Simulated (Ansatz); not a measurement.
**Electron–phonon coupling and T_c of Ti (computed with Ansatz 0.2.0)**

Space group P6_3/mmc (No. 194), 2 atoms in the cell of the first input below: a = 2.900 Å, b = 2.900 Å, c = 4.592 Å, α = 90.00°, β = 90.00°, γ = 120.00°.

The cell was built from a prototype of a structure type listed for this element, relaxed without spin–orbit coupling to zero pressure (pressure 0.0 GPa with this functional, without spin–orbit coupling). Functional: PBEsol.

Input:

```yaml
crystal:
  lattice:
    - [2.900241254, 0.0, 0.0]
    - [-1.450120627, 2.5116826031, 0.0]
    - [0.0, 0.0, 4.5922358041]
  atoms:
    - { symbol: Ti, position: [0.3333333333, 0.6666666667, 0.75] }
    - { symbol: Ti, position: [0.6666666667, 0.3333333333, 0.25] }
basis:
  ecutwfc: 420
  ecutrho_ratio: 4
kpoints:
  mp_grid: { grid: [14, 14, 8] }
hamiltonian:
  xc: pbesol
scf:
  occupations: { method: methfessel_paxton, width: 0.2 }
output: {}
phonons:
  supercell: [2, 2, 2]
  qpath:
    path:
      - [[0.0, 0.0, 0.0], [0.5, 0.0, 0.0], [0.33333333, 0.33333333, 0.0], [0.0, 0.0, 0.0], [0.0, 0.0, 0.5], [0.5, 0.0, 0.5], [0.33333333, 0.33333333, 0.5], [0.0, 0.0, 0.5]]
      - [[0.5, 0.0, 0.5], [0.5, 0.0, 0.0]]
      - [[0.33333333, 0.33333333, 0.5], [0.33333333, 0.33333333, 0.0]]
    npoints: 6
  electrical_resistivity: { mesh: [28, 28, 16], temperatures: [50, 100, 200, 300, 500] }
  superconductivity: { mesh: [28, 28, 16], eliashberg_equations: false }
```

```bash
ansatz run input.yaml --threads 8 --pin off --max-ram 15360MiB --backend cpu --events-out ev --progress --plain --runs-dir out
```

Time: 2.3 min on 8 threads of Intel(R) Xeon(R) Platinum 8488C (Sapphire Rapids), with other jobs on the host, peak memory 4.4 GiB.

On the finest mesh λ = 0.4673, ω_log = 18.947 meV, N(E_F) = 0.877 states per eV, spin and cell. λ by mesh: 28×28×16 0.467, 14×14×8 0.480, 7×7×4 0.447.

Q: What T_c does McMillan's formula in the Allen–Dynes form give for μ* = 0.10?

A: T_c = (ω_log/1.2) exp[−1.04(1+λ)/(λ − μ*(1+0.62λ))] = (219.87 K/1.2) × exp(−1.5260/0.3383) = 2.01 K. λ still moved by 3 % between the two finest meshes, so T_c isn't settled to the digits shown. By mesh, finest first, the same formula gives 2.01, 2.25, 1.62 K.

| μ* | McMillan (K) | Allen–Dynes with strong-coupling factors (K) |
| --- | --- | --- |
| 0.08 | 2.77 | 2.83 |
| 0.10 | 2.01 | 2.05 |
| 0.12 | 1.39 | 1.41 |
| 0.13 | 1.13 | 1.15 |
| 0.14 | 0.89 | 0.91 |
| 0.16 | 0.53 | 0.54 |
| 0.20 | 0.13 | 0.13 |

Caveats: small supercell, couplings not converged in it; with so small a supercell and a typed μ*, T_c can miss a measured one by a factor of two or more; λ is not converged in the mesh, and T_c depends on it steeply.

With λ = 0.4673, hcp titanium comes out as a weak-coupling, phonon-mediated superconductor, and the strong-coupling factors accordingly change T_c very little. The phonon scale is not what keeps T_c low. The attraction only modestly exceeds the Coulomb repulsion, so their difference in the exponent is small and T_c falls from 2.77 to 0.13 K over the tabulated μ* range. The modest λ fits a group 4 metal, whose few d electrons place the Fermi level below the large density-of-states peak that favours pairing in the bcc group 5 metals.

At the customary μ* of 0.10 to 0.13, the calculated T_c lies clearly above the measured transition of titanium. An overestimated λ from the short-ranged supercell couplings is a likely cause; spin fluctuations, which are absent from the phonon-only λ and weaken pairing in d metals, may add to it. A larger μ* would bring T_c down to experiment, but such a fit couldn't tell excess attraction from missing repulsion.
